# Cole–Cole arc from a two-site dipole: secondary relaxation of sorbitol

**Conventions.** Fields vary as $e^{i\omega t}$ and $\varepsilon=\varepsilon'-i\varepsilon''$. Define $\phi=(\varepsilon-\varepsilon_\infty)/\Delta\varepsilon=\phi'-i\phi''$, $y=\omega\tau_0$, $z=iy$, $s=\ln(\tau/\tau_0)$ and $n=1-\alpha$ with $0<\alpha<1$. Powers take the principal branch. The form of Cole and Cole (1941) is

$$\phi=\frac{1}{1+(i\omega\tau_0)^{1-\alpha}} .$$

**How small can an exact model be?** A finite sum of Debye terms is rational in $z$ and has $\phi''\propto y$ as $y\to0$. The Cole–Cole form has $\phi''\propto y^{n}$. An exact superposition of Debye terms therefore needs a continuum. The minimum is two sites per dipole plus one continuously distributed barrier.

## 1. One dipole, two sites

A dipole points along $+\hat u$ (site 1) or $-\hat u$ (site 2), with moment $\mu$. The wells are symmetric, the barrier is $U$, and $\hat u$ makes an angle $\theta$ with the field $\mathcal E$. The field shifts the wells by $\mp\mu\mathcal E\cos\theta$ and is taken to leave the saddle unshifted. With $a=\mu\mathcal E\cos\theta/k_BT$,

$$\frac{d}{dt}\begin{pmatrix}p_1\\p_2\end{pmatrix}=k\begin{pmatrix}-e^{-a}&e^{a}\\ e^{-a}&-e^{a}\end{pmatrix}\begin{pmatrix}p_1\\p_2\end{pmatrix},\qquad k=\frac{e^{-U/k_BT}}{2\tau_\infty}.$$

At zero field the eigenvalues are $0$ and $-2k$. For $m=p_1-p_2$,

$$\dot m=2k(\sinh a-m\cosh a)\simeq-\frac{m-a}{\tau},\qquad \tau=\frac1{2k}=\tau_\infty e^{U/k_BT}.$$

Hence $m=a/(1+i\omega\tau)$. Take $N$ independent dipoles per volume, random axes ($\langle\cos^2\theta\rangle=1/3$), and $\mu$ uncorrelated with $U$. Then $P=N\mu\langle m\cos\theta\rangle$ gives

$$\Delta\varepsilon=\frac{N\mu^2}{3\varepsilon_0k_BT},\qquad \phi=\int_{-\infty}^{\infty}\frac{G(s)\,ds}{1+ze^{s}},\qquad s=\frac{U-U_0}{k_BT},$$

with $\tau_0=\tau_\infty e^{U_0/k_BT}$ and $G(s)\,ds$ the fraction of barriers in $dU=k_BT\,ds$.

## 2. Closed solution for a sech barrier density

Choose

$$G(s)=\frac{1}{2\pi\cosh(s/2)} .$$

Put $x=e^{s/2}=\sqrt{\tau/\tau_0}$, so that $ds=2\,dx/x$ and $\cosh(s/2)=(1+x^2)/2x$:

$$G\,ds=\frac2\pi\frac{dx}{1+x^2},\qquad 0<x<\infty .$$

This is normalised. Partial fractions give

$$\frac{1}{(1+x^2)(1+zx^2)}=\frac{1}{1-z}\left[\frac1{1+x^2}-\frac{z}{1+zx^2}\right].$$

The two terms integrate to $\pi/2$ and $(\pi/2)\sqrt z$, the second because $\mathrm{Re}\sqrt z>0$. So

$$\phi=\frac{1-\sqrt z}{1-z}=\frac{1}{1+(i\omega\tau_0)^{1/2}} .$$

The model is exactly Cole–Cole with $\alpha=1/2$.

*Components.* Write $\sqrt{iy}=b(1+i)$ with $b=\sqrt{y/2}$, and $D=1+2b+2b^2$. Then $\phi'=(1+b)/D$, $\phi''=b/D$ and $|\phi|^2=1/D$.

*Arc.* These give $\phi'-|\phi|^2=\phi''$, that is

$$(\phi'-\tfrac12)^2+(\phi''+\tfrac12)^2=\tfrac12 .$$

The centre lies $1/2$ below the axis and the radius is $1/\sqrt2$.

*Maximum.* $\phi''=1/(2+2b+1/b)$ is largest at $2b^2=1$, which is $y=1$. There $\phi''=(\sqrt2-1)/2=0.2071$.

*Decay after the field is removed.* The weight is unchanged under $x\to1/x$, so with $t'=t/\tau_0$

$$\frac2\pi\int_0^\infty\frac{e^{-t'x^2}}{1+x^2}\,dx=e^{t'}\operatorname{erfc}\sqrt{t'} ,$$

which falls as $(\pi t')^{-1/2}$ at long times.

## 3. General statement

**Arc.** Let $r=y^{n}$. The phase of $z^n$ is $n\pi/2$, with $\cos(n\pi/2)=\sin(\alpha\pi/2)$ and $\sin(n\pi/2)=\cos(\alpha\pi/2)$. With $D=1+2r\sin(\alpha\pi/2)+r^2$,

$$\phi'=\frac{1+r\sin(\alpha\pi/2)}{D},\qquad \phi''=\frac{r\cos(\alpha\pi/2)}{D},\qquad |\phi|^2=\frac1D .$$

Thus $\phi'-|\phi|^2=\phi''\tan(\alpha\pi/2)$. Completing squares and restoring $\Delta\varepsilon$,

$$\Big(\varepsilon'-\varepsilon_\infty-\frac{\Delta\varepsilon}2\Big)^2+\Big(\varepsilon''+\frac{\Delta\varepsilon}2\tan\frac{\alpha\pi}2\Big)^2=\Big(\frac{\Delta\varepsilon}{2}\sec\frac{\alpha\pi}2\Big)^2 .$$

The locus is the part with $\varepsilon''>0$. The centre lies $(\Delta\varepsilon/2)\tan(\alpha\pi/2)$ below the $\varepsilon'$ axis.

**Maximum.** Dividing by $r$,

$$\phi''=\frac{\cos(\alpha\pi/2)}{2[\cosh(n\ln y)+\sin(\alpha\pi/2)]},$$

which is even in $\ln y$ and peaks at $\omega\tau_0=1$. The height is radius minus depth:

$$\varepsilon''_{\max}=\frac{\Delta\varepsilon}2\,\frac{1-\sin(\alpha\pi/2)}{\cos(\alpha\pi/2)}=\frac{\Delta\varepsilon}2\tan\frac{(1-\alpha)\pi}4 .$$

Half height needs $\cosh(n\ln y)=2+\sin(\alpha\pi/2)$.

**Distribution.** Put $\kappa=e^{-s}$. The superposition becomes $\phi(z)=\int_0^\infty G\,d\kappa/(\kappa+z)$. At $z=-\kappa+i0$ this gives $\mathrm{Im}\,\phi=-\pi G$, so $G$ is unique. It also exists: $1/(1+z^n)$ has no pole in the plane cut along the negative axis, since $|\arg z^n|<n\pi<\pi$, it is bounded at the origin, and it vanishes at infinity. Cauchy's formula then leaves only the cut. Therefore

$$G=-\frac1\pi\,\mathrm{Im}\frac{1}{1+e^{-ns}e^{in\pi}}=\frac1\pi\,\frac{e^{-ns}\sin n\pi}{1+2e^{-ns}\cos n\pi+e^{-2ns}},$$

and with $\sin n\pi=\sin\alpha\pi$, $\cos n\pi=-\cos\alpha\pi$,

$$G(s)=\frac{\sin\alpha\pi}{2\pi\,[\cosh((1-\alpha)s)-\cos\alpha\pi]} .$$

Half height needs $\cosh ns=2-\cos\alpha\pi$. The tails fall as $e^{-n|s|}$, so $\langle\tau\rangle=\tau_0\int Ge^{s}ds$ diverges. Since $G$ is even, $\tau_0$ is the median. With $x=e^{ns}$ the weight below $s$ is

$$W(s)=\frac1{n\pi}\arctan\frac{x\sin n\pi}{1+x\cos n\pi},$$

the arctangent running from $0$ to $n\pi$.

**Comparison with the model.** At $\alpha=1/2$: $\tan(\pi/4)=1$ gives depth $1/2$; $\tfrac12\sec(\pi/4)=1/\sqrt2$; $\tfrac12\tan(\pi/8)=(\sqrt2-1)/2$; and $\cos\alpha\pi=0$ turns $G$ into $1/[2\pi\cosh(s/2)]$. All four results of section 2 are recovered. The same two-site dipole with the general $G$ as its barrier density realises any $\alpha$.

| $\omega\tau_0$ | $\phi''$, Debye | $\phi'$, $\alpha=1/2$ | $\phi''$, $\alpha=1/2$ | $\phi'$, $\alpha=2/3$ | $\phi''$, $\alpha=2/3$ |
|---|---|---|---|---|---|
| 0.01 | 0.0100 | 0.9299 | 0.0614 | 0.8359 | 0.0759 |
| 0.1 | 0.0990 | 0.7908 | 0.1445 | 0.6943 | 0.1149 |
| 1 | 0.5000 | 0.5000 | 0.2071 | 0.5000 | 0.1340 |
| 10 | 0.0990 | 0.2092 | 0.1445 | 0.3057 | 0.1149 |

## 4. Numbers for glassy sorbitol

Sorbitol has its glass transition at approximately 268 K. Below it the secondary ($\beta$) peak is broad, nearly symmetric in $\ln\omega$, and commonly fitted with the Cole–Cole form. Illustrative inputs:

- $T=250$ K, so $k_BT=0.02154$ eV;
- $U_0=0.55$ eV (typical apparent value) and $\tau_\infty=10^{-15}$ s (an apparent prefactor, chosen to put the peak in the kHz range);
- $N=5$ nm$^{-3}$ (approximate molecular density) and $\mu=0.5\,e$Å (effective, chosen to give a strength of a few units);
- $\varepsilon_\infty=3.5$.

Then $U_0/k_BT=25.53$, $\tau_0=1.22\times10^{-4}$ s and the peak frequency is $1/2\pi\tau_0=1.30$ kHz. With $e^2/\varepsilon_0=18.10$ eV nm,

$$\Delta\varepsilon=\frac{5\times0.05^2\times18.10}{3\times0.02154}=3.50 .$$

A probe field of $10^{-4}$ V/nm gives $|a|\le2.3\times10^{-4}$, so the linearisation is safe.

| model quantity | Debye | $\alpha=1/2$ | $\alpha=2/3$ |
|---|---|---|---|
| depth of centre | 0 | 1.75 | 3.03 |
| radius | 1.75 | 2.47 | 3.50 |
| $\varepsilon''_{\max}$ | 1.75 | 0.725 | 0.469 |
| loss width at half height, decades | 1.14 | 2.87 | 4.47 |
| full width of $G$, decades | 0 | 2.29 | 4.08 |
| full width of barrier density, eV | 0 | 0.11 | 0.20 |

The centre sits at $\varepsilon'=\varepsilon_\infty+\Delta\varepsilon/2=5.25$ in all three cases. A barrier spread of a fraction of $U_0$ is enough to flatten the arc strongly, because the spread is counted in units of $k_BT$.

## 5. Limits of the model

- **Negative barriers.** $G$ extends to $U<0$, where hopping has no meaning. That weight is $W(-U_0/k_BT)=1.8\times10^{-6}$ for $\alpha=1/2$ and $1.7\times10^{-4}$ for $\alpha=2/3$. Cutting it changes $\phi$ by amounts of that order.
- **Temperature.** Fix the sech barrier density at $T^*$. At another $T$, $G=(T/T^*)/[2\pi\cosh(sT/2T^*)]$. Matching the tail needs $n=T/2T^*$ and matching the shape needs $\cos\alpha\pi=0$, so the arc is exactly circular only at $T=T^*$. The width in $\ln\tau$ grows as $1/T$ on cooling.
- **Local field.** In the Onsager equation the strength carries two further factors. The first, $[(\varepsilon_\infty+2)/3]^2=3.4$, is constant and is absorbed in $\mu^2$. The second, $3\varepsilon/(2\varepsilon+\varepsilon_\infty)$, goes from 1 at $\varepsilon=\varepsilon_\infty$ to 1.2 at $\varepsilon=\varepsilon_\infty+\Delta\varepsilon$. Coupling through the field can thus distort the relation between $\phi$ and the single-dipole response by amounts of that relative size. A fitted $G$ belongs to the macroscopic permittivity, and reading it as a barrier density holds only to this level.
- **Main relaxation.** It is left out. Below the glass transition its time exceeds about 100 s, at least 5.9 decades beyond $\tau_0$.
- **No proof of heterogeneity.** $G$ is fixed by $\phi$ alone. Identical dipoles with a non-exponential decay of the same form would give the same linear spectrum.

An exponent $1-\alpha$ near 0.3 is typical of glassy sorbitol in this range, and $\alpha=2/3$ was chosen to represent it. Its height 0.469 and width 4.47 decades are the model's values and follow from inputs chosen to give typical behaviour. The elementary case $\alpha=1/2$ shows the geometry exactly, but its loss peak is 36 per cent narrower than that of the $\alpha=2/3$ model, and so too narrow for sorbitol by roughly a third.